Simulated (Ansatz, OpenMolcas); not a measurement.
A ladder of methods for CHClFGeN (SMILES N#[C][GeH]([F])[Cl])

CHClFGeN has 6 atoms, charge 0, and is taken as a singlet. As SMILES, `N#[C][GeH]([F])[Cl]`. The shape is that of a PBE0-D4/def2-TZVP optimisation.

Quantity: the vertical energy of the triplet above the singlet, in eV. The values are calculated.

```tsv
level	kind	program	value (eV)	CPU time (all runs)
SVWN5/cc-pVDZ	LDA	Ansatz	6.10	30 s
M06-L/cc-pVDZ	meta-GGA	OpenMolcas	6.09	5.7 min
B3LYP/cc-pVDZ	global hybrid	OpenMolcas	6.12	2.3 min
CAM-B3LYP/cc-pVDZ	range-separated hybrid	Ansatz	6.13	65 s
wB97M-V/cc-pVDZ	range-separated hybrid	Ansatz	6.37	6.9 min
RPA@PBE0/cc-pVDZ	RPA	Ansatz	6.40	99 s
MP2/cc-pVDZ	perturbation theory	Ansatz	6.98	58 s
BCCD(T)/cc-pVDZ	coupled cluster or CI	Ansatz	6.43	9 min
```

All-electron rows without a relativistic Hamiltonian named are non-relativistic. The values span 6.09 to 6.98 eV. In the correlated wave-function rows the outer d shell of Ge is correlated, in sets not made for it. Times are those of the runs behind each value, whatever else they computed, on shared processors of several kinds: orders of magnitude only.

Every level places the triplet well above the singlet at this geometry, as expected for a saturated, four-coordinate Ge(IV) centre. With no germylene-type lone pair and no low-lying empty p orbital on germanium, excitation must draw on the cyanide π system, halogen lone pairs or σ bonds, and must fill an antibonding orbital. A local π→π* triplet on the cyanide group is a plausible candidate, since unpairing electrons in a strong triple bond is costly, but excitation into a Ge–Cl σ* orbital could compete.

The ladder does not rise steadily with cost or formal rank. SVWN5, M06-L, B3LYP and CAM-B3LYP nearly coincide, while wB97M-V and RPA lie close to BCCD(T) at 6.43 eV. MP2 stands apart at 6.98 eV, probably because second-order theory treats the pair correlation of the closed-shell singlet and the open-shell triplet unevenly. The close agreement among the lower four values is therefore no proof of accuracy. Nor does a vertical gap reveal whether the triplet would relax by bending the cyanide group or by breaking a bond to germanium.
